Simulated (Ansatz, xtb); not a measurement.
## Two isomers of C4H3BN2O

We compare a, `Bc1ocnc1C#N`, a singlet, with b, `Bc1coc(C#N)n1`, a singlet. Both are isolated molecules in the gas phase, relaxed with B3LYP/def2-SVP; the shapes shown needn't be the lowest conformers.

a (Å):

```xyz
11

C    -0.0882   -0.3658   -0.4265
C     0.1809    0.0814    1.6838
C     0.7739   -1.2716    0.1874
C     1.4358   -2.3800   -0.4259
B    -0.6190   -0.2069   -1.8490
N     0.9292   -0.9701    1.5193
N     1.9693   -3.2778   -0.9308
O    -0.4520    0.5004    0.5868
H    -1.3741    0.6892   -2.1134
H    -0.2611   -0.9960   -2.6810
H     0.0205    0.6434    2.6037
```

b (Å):

```yaml
atoms:
  - { symbol: C, position_ang: [-0.1756, -0.2699, -0.6394] }
  - { symbol: C, position_ang: [0.2366, 0.2939, 0.5528] }
  - { symbol: C, position_ang: [0.9503, -1.7238, 0.4591] }
  - { symbol: C, position_ang: [1.6420, -2.8708, 0.9509] }
  - { symbol: B, position_ang: [-1.0076, 0.3922, -1.7480] }
  - { symbol: N, position_ang: [2.2034, -3.8045, 1.3481] }
  - { symbol: N, position_ang: [0.3129, -1.5831, -0.6546] }
  - { symbol: O, position_ang: [0.9440, -0.6040, 1.2541] }
  - { symbol: H, position_ang: [-1.2988, -0.2168, -2.7420] }
  - { symbol: H, position_ang: [-1.3620, 1.5351, -1.5999] }
  - { symbol: H, position_ang: [0.1008, 1.2754, 1.0013] }
```

Quicker runs give these differences E(b) − E(a): GFN2-xTB +25.9 kJ/mol; HF/STO-3G +18.4 kJ/mol (at GFN2-xTB geometries); r2SCAN-D4/def2-SVP +30.2 kJ/mol (at GFN2-xTB geometries).

Task: Estimate E(b) − E(a) at the level CCSD(T)/def2-SVP + ΔMP2/def2-TZVPP.

Result: Calculated at CCSD(T)/def2-SVP + ΔMP2/def2-TZVPP: E(b) − E(a) = +26.5 kJ/mol, so structure a lies lower.

How the difference moves with the method:

```csv
level,geometry,E(b) − E(a) (kJ/mol),departure from the last row (kJ/mol),"job, with rough time for the two"
GFN2-xTB,GFN2-xTB,+25.9,−0.6,"optimisation, 0.44 s"
HF/STO-3G,GFN2-xTB,+18.4,−8.1,"single point, 1.5 s"
r2SCAN-D4/def2-SVP,GFN2-xTB,+30.2,+3.7,"single point, 11 s"
B3LYP/def2-SVP,B3LYP/def2-SVP,+26.6,+0.2,"optimisation, 2 min"
HF/def2-SVP,B3LYP/def2-SVP,+27.5,+1.0,part of the CCSD(T) run
MP2/def2-SVP,B3LYP/def2-SVP,+27.6,+1.1,part of the CCSD(T) run
CCSD(T)/def2-SVP,B3LYP/def2-SVP,+26.6,+0.2,single point
CCSD(T)/def2-SVP + ΔMP2/def2-TZVPP,B3LYP/def2-SVP,+26.5,,"single point, 3.1 min"
```

As drawn, both hold the same kinds of bond in the same numbers.

None of the levels shown reverses the order. The largest departure from CCSD(T)/def2-SVP + ΔMP2/def2-TZVPP is that of HF/STO-3G, 8.1 kJ/mol. The last row adds to CCSD(T) the change of the MP2 difference between the two basis sets, here −0.2 kJ/mol.

With thermal terms from frequencies at re-optimised GFN2-xTB minima (ideal gas, soft modes damped towards free rotors, one conformer each, 298.15 K, 1 atm): on the last row, ΔE + ΔZPE = +25.4, ΔH = +25.5, ΔG = +25.2 kJ/mol.

The correlated steps freeze 8 core orbitals. Run with Ansatz 0.2.0, xtb 6.7.1; the last row on 2 threads of AMD EPYC (Zen 3) on a shared host.

The isomer with boryl at C5 and cyano at C4 of the oxazole ring (a) is clearly favoured over the one with boryl at C4 and cyano at C2 (b), and thermal terms barely alter the gap. The likely cause is electronic matching between substituent and ring position. C5 is the most electron-rich carbon of oxazole, so it donates π density well into the empty boron p orbital, which the coplanar BH2 group leaves available in both isomers. The slightly shorter C–B bond in a fits this picture. In b, the electron-withdrawing cyano group sits on C2, already depleted by both oxygen and nitrogen, which probably adds to the penalty.

Hartree–Fock and CCSD(T) nearly agree in the same split-valence basis, so correlation contributes almost equally to the two isomers. The low HF/STO-3G value therefore points mainly to the inflexible minimal basis. The total difference doesn't separate the boryl and cyano contributions; the singly substituted oxazoles would be needed for that.
